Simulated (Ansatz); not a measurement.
## MnI$_{2}$: energy against the spiral's wave vector — Ansatz, plane waves and PAW

Space group P-3m1 (No. 164), 3 atoms in the cell of the first input below: a = 4.042 Å, b = 4.042 Å, c = 7.222 Å, α = 90.00°, β = 90.00°, γ = 120.00°.

The structure is a measured one, not always of the ambient phase, with its volume kept and shape and atoms relaxed (pressure -0.9 GPa with this functional, without spin–orbit coupling). Functional: LDA.

Each state is solved self-consistently from atoms in the crystal's own cell, by the generalised Bloch theorem and without spin–orbit coupling. One of the inputs (q = (0.500, 0.000, 0.000)); the others differ in the wave vector alone:

```yaml
crystal:
  lattice:
    - [4.0424628124, 0.0, 0.0]
    - [-2.0212314062, 3.5008754893, 0.0]
    - [0.0, 0.0, 7.2223609253]
  atoms:
    - { symbol: Mn, position: [0.0, 0.0, 0.0], spin: 4.78, spin_axis: [1.0, 0.0, 0.0] }
    - { symbol: I, position: [0.3333333333, 0.6666666667, 0.2238621686] }
    - { symbol: I, position: [0.6666666667, 0.3333333333, 0.7761378314] }
basis:
  ecutwfc: 420
  ecutrho_ratio: 4
kpoints:
  mp_grid: { grid: [10, 10, 6] }
hamiltonian:
  xc: lda
scf:
  occupations: { method: gaussian, width: 0.05 }
output:
  forces: true
  stress: false
  eigenvalues: true
  populations: true
magnetization:
  noncollinear: true
  spin_orbit: false
  spin_spiral: { q: [0.5, 0.0, 0.0] }
```

```bash
ansatz run input.yaml --threads 4 --pin off --max-ram 9216MiB --backend cpu --events-out ev --progress --plain --runs-dir out
```

Time: 83 s on 4 threads of Intel(R) Xeon(R) 6975P-C (Granite Rapids), on a shared host, peak memory 1.9 GiB.

Q: Rank these by energy, lowest first (extrapolated to zero smearing, counted from the spiral at q = 0, meV per cell).
A. q = (0.500, 0.000, 0.000)
B. q = (0.250, 0.000, 0.000)
C. q = (0.167, 0.167, 0.000)
D. q = (0.125, 0.000, 0.000)
E. q = (0.000, 0.000, 0.500)
F. q = (0.000, 0.000, 0.250)
G. q = (0.000, 0.000, 0.000)
H. q = (0.333, 0.333, 0.000)
I. q = (0.375, 0.000, 0.000)

A: H (-37.56), A (-32.24), I (-31.59), C (-29.25), B (-25.11), D (-9.78), E (-3.61), F (-1.83), G (0.00).

```tsv
order	meV per cell	largest spin moment, Gaussian weights (μB)	gap on the mesh (eV)
q = (0.000, 0.000, 0.000)	0.00	4.03	0.56
q = (0.500, 0.000, 0.000)	-32.24	3.97	0.86
q = (0.333, 0.333, 0.000)	-37.56	3.96	1.19
q = (0.000, 0.000, 0.500)	-3.61	4.03	0.59
q = (0.250, 0.000, 0.000)	-25.11	3.99	0.68
q = (0.167, 0.167, 0.000)	-29.25	3.98	0.87
q = (0.000, 0.000, 0.250)	-1.83	4.03	0.56
q = (0.125, 0.000, 0.000)	-9.78	4.02	0.59
q = (0.375, 0.000, 0.000)	-31.59	3.98	0.77
```

The spin moment changes by 2 % over these states. Differences under about 1 meV may lie within the mesh error, so those places of the ranking aren't settled.

Caveats: each run may end in a state that is not the lowest; only the orders listed are compared, and the order found in nature may be another, or none; without a Hubbard U the exchange between localised 3d moments comes out too strong.

The in-plane wave vector sets the energy scale, and the 120° arrangement at q = (0.333, 0.333, 0.000) is lowest of the spirals computed. High-spin Mn²⁺ has a half-filled d shell, so virtual hopping through iodine p states favours antiparallel neighbours. The triangular lattice cannot satisfy every pair, and the 120° state is the compromise. Nearest-neighbour exchange alone would give q = (0.250, 0.000, 0.000) less than half of the 120° state's energy gain, yet it reaches -25.11 against -37.56 meV, which suggests appreciable antiferromagnetic coupling to more distant neighbours in the layer. The nearly constant moment supports such a Heisenberg picture. Coupling between layers is also antiferromagnetic but much weaker, as expected across a van der Waals gap.

Experiment instead finds an incommensurate helix at low temperature, with a shorter in-plane component and a component along c. The likely cause is LDA's balance between near and distant exchange, to which the in-plane pitch is sensitive. No spiral combining in-plane and out-of-plane components was tested.
